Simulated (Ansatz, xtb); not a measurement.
FGeH5OSi: which of two isomers lies lower

We compare a, `O[Si@H](F)[GeH3]`, a singlet, with b, `F[SiH2][O][GeH3]`, a singlet. Both are isolated molecules in the gas phase, relaxed with B3LYP/6-31G*; the shapes shown needn't be the lowest conformers.

a (Å):

```xyz
9

F    -0.5329    2.5447   -2.4225
Ge   -1.2626   -0.3716   -1.0307
O    -1.3750    2.6792    0.1275
Si   -0.4279    1.8609   -0.9577
H    -1.1058    3.5794    0.3626
H     1.0114    1.9472   -0.5811
H    -1.0897   -1.0478    0.3499
H    -2.7601   -0.4039   -1.4096
H    -0.4793   -1.2069   -2.0714
```

b (Å):

```yaml
atoms:
  - { symbol: F, position_ang: [-0.1115, -0.0809, 3.3620] }
  - { symbol: Ge, position_ang: [0.0466, 1.7240, 0.1386] }
  - { symbol: O, position_ang: [0.5302, 0.1033, 0.7765] }
  - { symbol: Si, position_ang: [-0.1357, -0.8406, 1.9370] }
  - { symbol: H, position_ang: [0.6822, -2.0685, 2.0492] }
  - { symbol: H, position_ang: [-1.5602, -1.1378, 1.6378] }
  - { symbol: H, position_ang: [0.4414, 1.7134, -1.3518] }
  - { symbol: H, position_ang: [0.8239, 2.7980, 0.9294] }
  - { symbol: H, position_ang: [-1.4818, 1.8920, 0.3203] }
```

Question: Estimate which is lower in electronic energy at CCSD(T)/def2-SVP + ΔMP2/def2-TZVPP, and by roughly how much.

Answer: The CCSD(T)/def2-SVP + ΔMP2/def2-TZVPP calculation puts structure b lower, by 36.8 kJ/mol.

Level by level:

| level | geometry | E(b) − E(a) (kJ/mol) | departure from the last row (kJ/mol) | job, with rough time for the two |
| --- | --- | --- | --- | --- |
| GFN2-xTB | GFN2-xTB | −66.9 | −30.1 | optimisation, 0.15 s |
| HF/STO-3G | GFN2-xTB | −17.0 | +19.8 | single point, 0.46 s |
| r2SCAN-D4/def2-SVP | GFN2-xTB | −30.0 | +6.7 | single point, 3.3 s |
| B3LYP/6-31G* | B3LYP/6-31G* | −31.6 | +5.1 | optimisation, 92 s |
| HF/def2-SVP | B3LYP/6-31G* | −57.4 | −20.6 | part of the CCSD(T) run |
| MP2/def2-SVP | B3LYP/6-31G* | −49.7 | −12.9 | part of the CCSD(T) run |
| CCSD(T)/def2-SVP | B3LYP/6-31G* | −45.6 | −8.9 | single point |
| CCSD(T)/def2-SVP + ΔMP2/def2-TZVPP | B3LYP/6-31G* | −36.8 |  | single point, 30 s |

As drawn, b has 1 Ge–O, 1 Si–H in place of 1 Ge–Si, 1 O–H.

The levels shown agree on the order. The largest departure from CCSD(T)/def2-SVP + ΔMP2/def2-TZVPP is that of GFN2-xTB, 30.1 kJ/mol. The last row adds to CCSD(T) the change of the MP2 difference between the two basis sets, here +8.9 kJ/mol.

With harmonic frequencies from B3LYP/6-31G* (ideal gas, rigid rotor, one conformer each, 298.15 K, 1 atm): on the last row, ΔE + ΔZPE = −38.7 kJ/mol. A mode under 50 cm⁻¹ makes harmonic enthalpies and free energies unreliable, so none is given.

The correlated steps freeze 16 core orbitals; the filled d shell of Ge is correlated, in a basis made for valence electrons. Codes used: Ansatz 0.2.0, xtb 6.7.1; the last row on 1 thread of Intel(R) Xeon(R) 6975P-C (Granite Rapids) on a shared host.

Structure b, with its Si–O–Ge bridge, is favoured over the germylsilanol a by 36.8 kJ/mol. Both isomers keep the strong Si–F and Si–O bonds, so the preference comes from the exchange of the others. Isomer b gives up a strong O–H bond, but it also replaces a weak, nearly covalent Ge–Si bond with a strong, polar Ge–O bond and gains an Si–H bond. The zero-point term slightly reinforces the order, probably because a stiff O–H stretch gives way to a softer Si–H stretch.

In the def2-SVP basis, correlation narrows the Hartree–Fock gap from −57.4 to −45.6 kJ/mol, and the basis correction narrows it further. The sign therefore looks secure for these two structures, while the size remains sensitive to the basis. The closeness of the two density functionals to the final value may owe something to error cancellation, since both were used with small basis sets. The energy difference does not show how readily a would rearrange to b, which depends on the barrier.
